# Shearing a cube of strontium oxide both ways

A shear of one per cent tilts the right angles of a crystal by about half a degree. In strontium oxide this takes a stress of roughly half a gigapascal, yet it stores well under one thousandth of an electronvolt per atom. The table follows such a shear in small steps, mostly in one direction. Two rows are open: one at twice the only known negative strain, and one very close to zero. What should stand in them, and which of the four quantities care about the direction of the shear?

Rocksalt SrO (cubic a = 5.160 Å before strain) under xy engineering shear at fixed fractional coordinates, computed with Ansatz 0.2.0 (plane-wave PAW, r2SCAN, scalar-relativistic, no spin polarisation, 500 eV cutoff, Γ-centred 8×8×8 k mesh, Gaussian smearing 0.05 eV). Energies are relative to the unstrained cell; pressure is positive in compression, stress in tension.

```tsv
strain	energy change (meV/atom)	tensile stress along pattern (GPa)	pressure (GPa)	gap on mesh (eV)
-0.02	?	?	?	?
-0.01	0.3	-0.56	-0.03	3.788
0	0.0	0.00	-0.03	3.800
0.0025	?	?	?	?
0.005	0.1	0.28	-0.03	3.794
0.0075	0.2	0.42	-0.03	3.791
0.0125	0.5	0.69	-0.03	3.785
0.015	0.7	0.83	-0.03	3.782
0.0175	0.9	0.97	-0.03	3.778
```

## The row at zero strain

The strain, written γ here, is the change of the right angle between the x and y axes, in radians. At γ = 0 the crystal is cubic and has no preferred direction of shear, so the shear stress has to vanish, and it does. Only this row has the full cubic space group, Fm-3m; the sheared cells have a lower symmetry. Energy is counted from this row.

The pressure is −0.03 GPa, which means that the cell would like to shrink very slightly. This is a small residue of the starting cell. It is there before any shear, and in the known rows the shear changes it by less than 0.005 GPa, which the rounding hides.

## The negative row

Picture a square face of the cube. A positive shear lengthens one diagonal and shortens the other, and a negative shear swaps the two. A quarter turn of the crystal swaps them back, so both sheared crystals are the same object seen from different sides. Energy, pressure and gap must therefore be equal for +γ and −γ, while the stress keeps its size and changes its sign.

The row at −0.01 fits this rule: its stress is negative and its energy positive. The gap allows a closer test, although no row stands at +0.01. Halfway between the gaps at 0.0075 and 0.0125 lies 3.788 eV, which is the value computed at −0.01. Only one known row has a negative strain, so symmetry carries most of the argument.

## The positive rows: stress and energy

From 0.005 to 0.0175 the strain grows 3.5 times, and the stress grows from 0.28 to 0.97 GPa, by nearly the same factor. The crystal acts as a linear spring. Its stiffness against this shear is the elastic constant C44, the stress divided by γ. A straight line through zero, fitted to the stresses of the seven known rows, gives C44 = 55.5 GPa.

The ratio of stress to strain seems to drop a little along the way, as if the crystal were softening. That comes from the rounding of the stresses: before rounding, the ratio is 55.5 GPa in every known sheared row. The value holds for a flawless crystal at zero temperature. It is a stiffness and not a strength: it doesn't tell at what stress the crystal would fail, and a real crystal, with its defects, can be expected to yield at far smaller stresses than a perfect one.

The spring is not the stretching of Sr–O bonds. These bonds lie along the cube axes, and the shear tilts those along x and y while hardly changing their length: at γ = 0.02 the stretch is only 0.005 %. In the usual picture of an ionic solid, the resistance comes mainly from electrostatic forces between ions whose arrangement is no longer cubic. The table doesn't divide the stiffness into such parts, so this remains an argument from theory.

Holding the ions at fixed fractional positions does no harm here. Each ion sits at a centre of inversion, and the shear leaves it there, so no force can push it aside. The result is the full elastic constant and not an upper bound.

A linear spring stores an energy of ½C44γ² per volume. The constant taken from the stresses reproduces every known energy within rounding. Going the other way is less precise: the curvature of the energies gives 56.7 GPa, about 2 % more, because even the largest known energy is printed as only 0.9 meV/atom. With energies rounded this coarsely, the elastic constant is better read from the stress.

## The positive rows: the gap

The gap behaves differently from the energy, although both are even in γ. At a strain of 0.005 it has fallen by 6 meV, and at 0.015 by 18 meV. Three times the strain gives about three times the fall, where a smooth parabola would give nine times. The gap thus follows mainly the size of the strain, |γ|, and has a kink at zero. Before rounding, the fall per unit of strain also grows a little along the scan, so a weak smooth curve lies on top of the kink.

Such a kink is typical of levels that share one energy only because the crystal is cubic. A shear pushes one of them up and another down, each in proportion to γ. If this happens at the top of the filled band, the level that rises sets the new edge and the gap shrinks. Reversing the shear exchanges the two levels, and the gap shrinks again. If both edges were single levels at the centre of the Brillouin zone, the gap would instead start as a smooth curve.

The gap itself can be expected to be too small, as is usual for density functionals of this kind. It is also the gap on the mesh of k points, which can miss the true band edges. Much of both errors should cancel in the changes along the scan, but the table can't show how much.

## The two open rows

For the energy at γ = −0.02, a row left out of the fit, the estimate runs as follows. Half of 55.5 GPa times 0.02² is 0.0111 GPa. One electronvolt per cubic ångström is about 160 GPa, so this is 0.0111/160 = 0.000069 eV/Å³. Multiplied by the atomic volume of 17.18 Å³, it gives about 1.2 meV/atom.

The stresses come from the same constant, and the gaps from a straight line in |γ| fitted to the seven known rows. The pressure is taken as unchanged.

- **Strain −0.02:** stress −1.11 ± 0.02 GPa, energy 1.2 ± 0.1 meV/atom, gap 3.775 ± 0.002 eV, pressure −0.03 ± 0.01 GPa.
- **Strain 0.0025:** stress 0.14 ± 0.01 GPa, energy 0.0 ± 0.1 meV/atom, gap 3.797 ± 0.001 eV, pressure −0.03 ± 0.01 GPa.

The ranges are judgements, not statistical errors. They allow for rounding and, at −0.02, for a small departure from the simple laws just beyond the strains already seen.

The withheld rows as computed:

```tsv
strain	energy change (meV/atom)	tensile stress along pattern (GPa)	pressure (GPa)	gap on mesh (eV)
-0.02	1.2	-1.11	-0.03	3.775
0.0025	0.0	0.14	-0.03	3.797
```

## What the two rows add

All eight values agree with the forecasts to the last printed digit, so there is no miss to explain. The ranges were wider than they needed to be. The hits differ in weight, however. An energy printed as 0.0 at the smallest strain would have come out even with twice the stiffness, and the pressure had only to stay where it was.

The row at −0.02 is the more telling one. In size it lies only slightly beyond the largest known strain, so it is a modest extrapolation. But it gives the negative side a second point, and the stress there is still that of the same linear spring.

It also tests the kink. Between −0.01 and −0.02 the fall of the gap grows from 12 to 25 meV, about twofold, where a parabola starting at zero strain would have made it fourfold. A parabola fitted to the known rows puts the gap at −0.02 about 4 meV too low, well outside the forecast range. The row at 0.0025 points the same way, but less firmly, because there the two curves differ by only about 1 meV. The printed analysis below gives both fits.

What remains open is which levels make the kink. The threefold oxygen p level at the centre of the Brillouin zone would do it, and so would a pair of levels at its X point. Points of the zone that are equivalent in the cube but not in the sheared crystal could have the same effect, provided their levels shift in proportion to γ. Spin–orbit coupling, which this run leaves out, splits degenerate p levels even without a shear. That splitting can be expected to be of the same order as the 25 meV by which the gap moves here. It should therefore alter the slope near zero, and for a pair at X it would round the kink off. The table gives only the distance between the band edges; to decide, one would need to know where in the zone each edge lies and how its levels split as the shear grows.

Printed output of the fit:

```
fit of tensile_stress_along_pattern on 7 rows: coefficient of strain 55.48 +/- 0.11; rms 0.00309, worst -0.01 0.00518, leave-one-out rms 0.00355
  rows outside the fit (model, value, miss): -0.02 -1.11, -1.11, 0.00036; 0.0025 0.1387, 0.14, -0.00129
fit of gap_on_mesh on 7 rows: constant 3.8 +/- 0.00026, coefficient of abs(strain) -1.236 +/- 0.023; rms 0.000286, worst 0.0175 0.000574, leave-one-out rms 0.000474
  rows outside the fit (model, value, miss): -0.02 3.775, 3.775, 0.000484; 0.0025 3.797, 3.797, 0.000115
fit of gap_on_mesh on 7 rows: constant 3.796 +/- 0.0013, coefficient of strain**2 -64.32 +/- 8; rms 0.00185, worst 0.0 -0.00373, leave-one-out rms 0.00285
  rows outside the fit (model, value, miss): -0.02 3.771, 3.775, -0.00446; 0.0025 3.796, 3.797, -0.00113
lowest C44 that all known rounded stresses allow (GPa): 55.5
highest C44 that all known rounded stresses allow (GPa): 55.6
C44 from the curvature of the known energies (GPa): 56.69
energy forecast at strains -0.02 and 0.0025 (meV/atom): -0.02 1.19, 0.0025 0.01859
energy computed at strains -0.02 and 0.0025 (meV/atom): -0.02 1.2, 0.0025 0
energy miss, forecast less computed (meV/atom): -0.02 -0.01014, 0.0025 0.01859
pressure forecast for both withheld rows (GPa): -0.03
pressure computed at strains -0.02 and 0.0025 (GPa): -0.02 -0.03, 0.0025 -0.03
half-range of stress forecasts at -0.02 and 0.0025 (GPa): -0.02 0.02, 0.0025 0.01
half-range of gap forecasts at -0.02 and 0.0025 (eV): -0.02 0.002, 0.0025 0.001
half-range of both energy forecasts (meV/atom): 0.1
half-range of both pressure forecasts (GPa): 0.01
gap at +0.01 by interpolation less gap at -0.01 (eV): 4.441e-16
stretch of an Sr-O bond in the plane at shear 0.02 (percent): 0.005
```
